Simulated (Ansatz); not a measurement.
Level of theory: Ansatz 0.2.0, DFT PBE, scalar-relativistic, plane waves, PAW. Settings: cutoff 420 eV, Γ-centred meshes spaced at most about 0.3 Å⁻¹, and about 0.25 Å⁻¹ or finer for metals (2π included), Gaussian smearing. No spin polarisation in the final relaxations.

Temperature and zero-point effects are left out.

Two relaxed structures of CdTe4:

A.

Space group Pm-3m (No. 221). a = 5.556 Å, b = 5.556 Å, c = 5.556 Å, α = 90.00°, β = 90.00°, γ = 90.00°
```json
{"atom": "Cd", "site": "1a", "symmetry": "m-3m", "x": "0.0000", "y": "0.0000", "z": "0.0000"}
{"atom": "Te", "site": "3d", "symmetry": "4/mm.m", "x": "0.5000", "y": "0.0000", "z": "0.0000"}
{"atom": "Te", "site": "1b", "symmetry": "m-3m", "x": "0.5000", "y": "0.5000", "z": "0.5000"}
```

B.

Space group Im-3m (No. 229). a = 6.957 Å, b = 6.957 Å, c = 6.957 Å, α = 90.00°, β = 90.00°, γ = 90.00°
```tsv
atom	site	symmetry	x	y	z
Cd	2a	m-3m	0.0000	0.0000	0.0000
Te	8c	.-3m	0.2500	0.2500	0.2500
```

Task: Which would you expect to be lower, and how large is the difference?

Result: B is lower, by 0.35 eV/atom. A has space group Pm-3m (No. 221), 34.3 Å³/atom and no gap on its mesh; B has space group Im-3m (No. 229), 33.7 Å³/atom and no gap. Counting Te atoms around Cd (those within 1.25 times the shortest such distance or 1.15 times the sum of covalent radii), A has Cd 6 and B has Cd 8. Even the lower one lies +0.22 eV/atom against the reference forms of the elements (uncorrected), so neither is stable at this level. In A, around Cd lie 6 Te at 2.78 Å; Te on a site of symmetry 4/mmm has 2 Cd at 2.78 Å and 12 Te at 3.93 Å; around Te on a site of symmetry m-3m lie 12 Te at 3.93 Å (long contacts). In B, around Cd lie 8 Te at 3.01 Å; Te has 2 Cd at 3.01 Å and 6 Te at 3.48 Å. Both come from invented guesses. A third cell relaxed alike, in P4/mmm, lies 174 meV/atom below the lower of the two.

These runs have no spin–orbit coupling, which can matter for Te. Cells relaxed within their symmetry can be saddle points.

B's advantage probably comes from its tellurium network rather than from stronger Cd–Te bonds. Cadmium supplies only two valence electrons, far too few to turn four Te atoms into closed-shell telluride ions, so a composition this rich in Te needs Te–Te bonding. A offers almost none, and one of its Te atoms has only long contacts. In B the Te atoms form a simple cubic net with spacing 3.48 Å, still well beyond a normal single bond but close enough for appreciable p-orbital overlap. This seems to outweigh the stretching of the Cd–Te contacts from 2.78 to 3.01 Å, which their greater number partly offsets. The similar volumes argue against packing density as the main cause.

The missing gap in B fits partly filled Te p bands. Elemental tellurium relieves the same situation by distorting into chains with short and long contacts, which B's cubic symmetry forbids. Comparison with the elements also understates the instability, since zinc-blende CdTe plus tellurium is the natural decomposition product.
